Contact flattening in liquid-phase sintering: a wrong derivation and its repair

Above the eutectic, a WC-Co compact holds a Co-rich liquid that wets the carbide. Menisci at the pores put the liquid under tension and pull the grains together. Loaded contacts dissolve, the solute leaves through a thin liquid film and deposits on unloaded surfaces, and grain centres approach. Kingery modelled this in 1959. The same model is applied to AlN and Si₃N₄ substrates sintered with oxide additives. Section 2 below is wrong on purpose; sections 3 to 6 find and mend it.

1. Model and inputs

Rigid spheres of radius a sit on a simple cubic lattice. Each grain loses a cap of height h at each contact, so centres approach by 2h out of 2a and the linear shrinkage from flattening is ε = h/a. The contact radius obeys x² = 2ah − h² ≈ 2a²ε. Wetting is complete and the film thickness δ is constant. One spherical pore per cell, of radius r_p = κa, holds the liquid at P₀ = 2γ/r_p below ambient, γ being the liquid-vapour tension. The pore shrinks as the cell does; the laws below freeze κ at its value at the reference state ε = 0.05, and section 7 gives the correction. Let p be the normal pressure on the contact in excess of the liquid pressure. It raises the chemical potential per formula unit by pΩ.

Film diffusion. The volume flux of WC is j = −(DcΩ/kT) dp/dr, with c the solubility as a volume fraction. W and C move separately at equal rates, so without cross terms D = D_W D_C/(D_W + D_C). The non-dilute factor 1/(1 − c), 1.4 here, is absorbed in D. Both faces recede at dh/dt, so 2πrδ j = 2πr² dh/dt. With p(x) = 0,
p(r) = (dh/dt) kT (x² − r²)/(2δDcΩ).
The area average p̄ is half the central value, hence
(1) dh/dt = 4δDcΩ p̄/(kT x²).

Interface reaction. If detachment is slow, p is uniform, and a linear law with rate constant v₀ gives
(2) dh/dt = v₀ Ω p̄/kT.

Inputs at 1670 K (1397 °C, kT = 0.1439 eV). The hexagonal cell holds one WC, and the compiled lattice constants 2.906 Å and 2.837 Å (300 K, Wikipedia) give Ω = (√3/2)(2.906)²(2.837) = 20.75 Å³. A typical linear expansion of 5×10⁻⁶ /K would add 2 %, which is ignored. Approximate or illustrative inputs: a = 1 µm, κ = 0.5 (at ε = 0.05), γ = 1.5 J/m², c = 0.3, D = 5×10⁻⁵ cm²/s (typical of a liquid metal), δ = 1 nm. The value v₀ = 1.2 nm/s was chosen so that the mended interface law needs about five minutes for ε = 0.05. Then P₀ = 6.0 MPa, φ = P₀Ω/kT = 5.4×10⁻³, and the two rate scales are
Γ = δDcφ/a³ = 8.1×10⁻³ /s, G = v₀φ/a = 6.5×10⁻⁶ /s.

2. The wrong attempt (do not use)

WRONG: "The compact is squeezed by the capillary pressure, so
(W) p̄ = P₀."
Insert (W) and x² = 2a²ε into (1): ε dε/dt = 2Γ, so ε² = 4Γt. Insert it into (2): ε = Gt. The wrong laws are ε ∝ t^(1/2) a⁻² for film diffusion and ε ∝ t a⁻² for interface control. The wrong times to ε = 0.05 are ε²/(4Γ) = 77 ms and ε/G = 7.7×10³ s (2.1 h).

3. The symptom

The forces do not balance. Cut the compact along a plane of contacts; each contact owns an area (2a)². The liquid pulls across the cut with P₀. A pore that is cut changes nothing: on a circle of radius ρ = r_p sinθ, the normal component of the tension is 2πργ sinθ = P₀πρ², exactly what liquid would transmit. No external load acts, so the excess pressure on each contact must add up to F = 4a²P₀ = 24 µN. At ε = 0.05, x = 0.32 µm, and (W) supplies only P₀πx² = 1.9 µN, or 7.9 % of the load. As ε → 0, (W) supplies nothing while the load stays.

The slip survives two common tests. Dimensions are right, since the missing factor is a pure number. Size scaling of the time to a fixed ε is also right: a⁴ for diffusion and a² for the interface, with or without the slip. The time exponent does change, and dangerously: the wrong diffusion law has the t^(1/2) that properly belongs to interface control, so a log-log slope of 1/2 would be assigned to the wrong mechanism.

4. The faulty line

Line (W) takes the nominal pressure for the contact pressure. It is the same mistake as using the nominal CMP downforce for the pressure under a pad asperity. Force balance demands p̄ πx² = 4a²P₀:
(3) p̄ = P₀ · 4a²/(πx²) = 2P₀/(πε).
For another packing 4/π becomes another constant k₂ of order one, p̄ = k₂P₀a²/x², but the 1/ε stays. At ε = 0.05 the concentration factor is 13 and p̄ = 76 MPa.

5. The mended calculation

Film diffusion. Put (3) into (1): a dε/dt = 4δDcφ · 2/(πε) · 1/(2a²ε), so ε² dε/dt = 4Γ/π. One power of ε comes from the contact area in (1), the other from the falling pressure in (3). Integrating from ε = 0,
(4) ε³ = 12Γt/π, or ε = [24 δDcγΩ t/(πκ kT a⁴)]^(1/3).
In general the prefactor is 6k₂/κ.

Interface reaction. Put (3) into (2): ε dε/dt = 2G/π, so
(5) ε² = 4Gt/π, or ε = [8 v₀γΩ t/(πκ kT)]^(1/2)/a.

These are Kingery's laws: t^(1/3) a^(−4/3) and t^(1/2) a⁻¹. The model's times to ε = 0.05 are πε³/(12Γ) = 4.0 ms and πε²/(4G) = 3.0×10² s (5.1 min; v₀ was chosen for this, so it is no test).

6. Size of the error

Dividing the wrong time by the right one removes every material input:
film diffusion: t_wrong/t_right = 3/(πε) = 19 at ε = 0.05
interface reaction: t_wrong/t_right = 4/(πε) = 25 at ε = 0.05.
At the moment when the mended law reaches 0.05, the wrong diffusion law shows (πε³/3)^(1/2) = 0.011, low by a factor 4.4, and the wrong interface law shows πε²/4 = 0.0020, low by 25. The diffusion curves would cross only at ε = 3/π = 0.95, far outside the model, so the slip always underestimates shrinkage. Run backwards, it inflates fitted parameters: from one point at ε = 0.05, δD comes out 19 times and v₀ 25 times too large. The same ratios hold for a nitride substrate with this packing.

7. Neglected terms at ε = 0.05

Geometry: keeping h² in x² and the shrinking cell area 4a²(1 − ε)² multiplies the diffusion rate by (1 − ε)²/(1 − ε/2)² = 0.95.
Linearity: the central value 2p̄Ω/kT is 0.14. It exceeds 1 only below ε = 0.0069, a stage that takes 0.3 % of the time in (4).
Curvature: deposition on a sphere costs 2γ_sl/a = 1.0 MPa for an approximate γ_sl = 0.5 J/m², against 76 MPa.
Elasticity: strain energy relative to pΩ is of order p̄ over the modulus. With the compiled ultrasonic adiabatic bulk modulus 383.8 GPa (room temperature, as listed in "Compression behavior of WC and WC-6%Co") this is 2.0×10⁻⁴.
Deposition: six contacts take a fraction 3ε = 0.15 of the grain surface. If deposition has the same v₀, the instantaneous interface rate is divided by 1 + 3ε/(1 − 3ε) = 1.18.
Pore shrinkage: solid and liquid volumes are conserved, so reaching ε = 0.05 removes 8a³(1 − 0.95³) = 1.14a³ of pore volume per cell, and κ(ε)³ = 0.5³ + (6/π)[(1 − ε)³ − 0.95³]. The pore starts at 0.735a, the size of the interstice, (√3 − 1)a = 0.732a, to within 0.4 %, and closes at ε = 0.075, so the frozen-P₀ laws must not be carried much beyond 0.05. Before the reference state P₀ is lower than 6.0 MPa. Integrating with κ(ε) lengthens the mended times by factors 1.14 (diffusion) and 1.18 (interface), changes the ratios 19 and 25 to 20 and 27, and raises the local log-log slopes at ε = 0.05 from 1/3 and 1/2 to 0.38 and 0.59. The size scaling is unchanged.
None approaches a factor of 19, but several reach 15 to 20 % and they compound, so the times are good to about one significant figure.

8. What the numbers mean for real WC-Co

As typical knowledge, the liquid stage of densification in micrometre-grade WC-Co takes minutes. The model's 4.0 ms for a film with bulk-liquid diffusivity is therefore too fast by four to five orders of magnitude. Either the interface is rate-limiting or the contacts conduct far worse than 1 nm of free liquid. With the inputs above, the ratio of film to interface resistance from (1) and (2) is v₀x²/(4δDc) = 2.0×10⁻⁵, consistent with the uniform p assumed in (2). Real WC grains are faceted prisms, many WC/WC boundaries carry segregated Co and no liquid film, and much shrinkage comes from solid-state sintering and rearrangement. If the interface rate rises faster than linearly with p, understating p costs more than the factor 25. The absolute times are the model's; the factors 3/(πε) and 4/(πε) follow from force balance, the simple cubic packing, a frozen P₀ and the linear laws (1) and (2).